Student: Here is the problem I'm stuck on. N electrons move in a large periodic box of volume Ω with a uniform neutralising background. The assumed typical valence densities are n = 2.65×10²⁸ m⁻³ for sodium and 18.1×10²⁸ m⁻³ for aluminium, a wiring metal. The reference determinant Φ fills the plane waves exp(ik·r)/√Ω of both spins up to k_F. Normal-order H with respect to Φ, find E_ref/N and f_pq, test f_ai = 0, and find the occupied width of f. Size the correlation energy per electron with Wigner's approximate interpolation ε_c ≈ −0.44 E_h/(r_s + 7.8), constants as typically quoted, with (4π/3)(r_s a₀)³ = 1/n. Constants: ħ²/2mₑ = 6.104×10⁻³⁹ J m², e²/4πε₀ = 2.307×10⁻²⁸ J m, a₀ = 5.292×10⁻¹¹ m, E_h = 4.360×10⁻¹⁸ J.

Lecturer: Conventions first. p, q, r, s are orthonormal spin orbitals, i, j occupied in Φ, a empty. ⟨pq|rs⟩ puts p*, r on electron 1 and q*, s on electron 2, ⟨pq||rs⟩ = ⟨pq|rs⟩ − ⟨pq|sr⟩, and H = Σ h_pq p†q + ¼ Σ ⟨pq||rs⟩ p†q†sr. Braces move every operator that annihilates Φ, namely a and i†, to the right, with a sign per transposition. The contraction of p† with a later q is δ_pq n_p, with n_p = 1 if p is occupied and 0 otherwise. Wick's theorem gives p†q = {p†q} + δ_pq n_p and

p†q†sr = {p†q†sr} + δ_pr n_p{q†s} + δ_qs n_q{p†r} − δ_ps n_p{q†r} − δ_qr n_q{p†s} + n_p n_q(δ_pr δ_qs − δ_ps δ_qr).

Student: How does a quarter become 1 in one place and ½ in another?

Lecturer: Antisymmetry of ⟨pq||rs⟩ makes the four single contractions contribute equally, and likewise the two double ones. So

H = E_ref + Σ f_pq {p†q} + ¼ Σ ⟨pq||rs⟩ {p†q†sr},
f_pq = h_pq + Σ_i ⟨pi||qi⟩, E_ref = Σ_i h_ii + ½ Σ_ij ⟨ij||ij⟩.

This is exact for any determinant. Acting on Φ, the last term makes only double excitations, so the element of H between a†i|Φ⟩ and |Φ⟩ is f_ai. Stationarity of E_ref under occupied–empty rotations, the Hartree–Fock condition, is f_ai = 0.

Student: Your Coulomb integral blows up at zero momentum transfer.

Lecturer: ⟨pq|rs⟩ = e²/(ε₀Ω|k_p − k_r|²) when k_p + k_q = k_r + k_s and each electron keeps its spin. The background cancels the zero-transfer part, up to a constant per electron that vanishes as the box grows, so we set it to zero and h is purely kinetic. Both ⟨pi|qi⟩ and ⟨pi|iq⟩ need k_p = k_q and equal spins. The direct one then has zero transfer and drops out. Exchange with same-spin electrons remains:

f(k) = ħ²k²/2mₑ − ∫_{k'<k_F} d³k'/(2π)³ · e²/(ε₀|k − k'|²) = ε_F x² − 2U F(x),

with x = k/k_F, ε_F = ħ²k_F²/2mₑ, U = (e²/4πε₀) k_F/π, and F(x) = ½ + [(1 − x²)/4x] ln|(1 + x)/(1 − x)|. F(0) = 1, F(1) = ½, and its average over the sphere, 3∫₀¹ x²F dx, is ¾. Do sodium, carrying four figures as arithmetic of the model.

Student: k_F = (3π²n)^(1/3) = 9.223×10⁹ m⁻¹, ε_F = 5.193×10⁻¹⁹ J, U = 6.773×10⁻¹⁹ J. The mean kinetic energy is (3/5)ε_F = 3.116×10⁻¹⁹ J, the mean exchange part of f is −(3/2)U = −10.16×10⁻¹⁹ J, so the mean f is −7.044×10⁻¹⁹ J. That's my energy per electron.

Lecturer: No. Σ_i f_ii contains Σ_ij ⟨ij||ij⟩ in full and counts each pair twice. E_ref takes half, −(3/4)U = −5.080×10⁻¹⁹ J per electron, so E_ref/N = (3.116 − 5.080)×10⁻¹⁹ J = −1.964×10⁻¹⁹ J.

Student: And f_ai = 0 is empty here. An empty and an occupied orbital differ in k or spin, so it vanishes without my solving anything. Any set of filled plane waves would pass.

Lecturer: Correct, and that is the lesson: f_ai = 0 means stationary, nothing more. Symmetry fixes these orbitals. The filled sphere isn't even the lowest determinant, since Overhauser showed that spin-density waves lower its energy.

Student: Then with the singles gone, is E_ref nearly the ground-state energy?

Lecturer: The doubles from {p†q†sr} are untouched. With r_s = 3.93 the interpolation gives ε_c ≈ −1.6×10⁻¹⁹ J, about 0.8 of E_ref/N. It rivals E_ref/N because kinetic and exchange energy largely cancel. And E_ref is the model's number: a smeared background has no ions, so it isn't a binding energy of sodium. Now the width.

Student: f(0) = −2U = −13.55×10⁻¹⁹ J and f(k_F) = ε_F − U = −1.580×10⁻¹⁹ J. The width is W = ε_F + U = 11.97×10⁻¹⁹ J, or 2.30 ε_F. For aluminium k_F = 17.50×10⁹ m⁻¹, ε_F = 18.69×10⁻¹⁹ J, U = 12.85×10⁻¹⁹ J, E_ref/N = +1.58×10⁻¹⁹ J and W = 31.5×10⁻¹⁹ J = 1.69 ε_F. A positive energy looks wrong.

Lecturer: It's right for the model. ε_F grows as k_F² and U only as k_F, so at high density kinetic energy wins; the background is held rigid from outside.

Student: Can I call W the bandwidth of the metal?

Lecturer: Only the model's. As typical knowledge, not a measurement, occupied bandwidths are roughly 4.5×10⁻¹⁹ J in sodium and 17×10⁻¹⁹ J in aluminium, so W is too large by between two and three times for sodium and nearly twice for aluminium. f contains bare exchange, which also gives df/dk a logarithmic divergence at k_F. The screening that tames both comes from the two-body term, which f_ai = 0 leaves in place.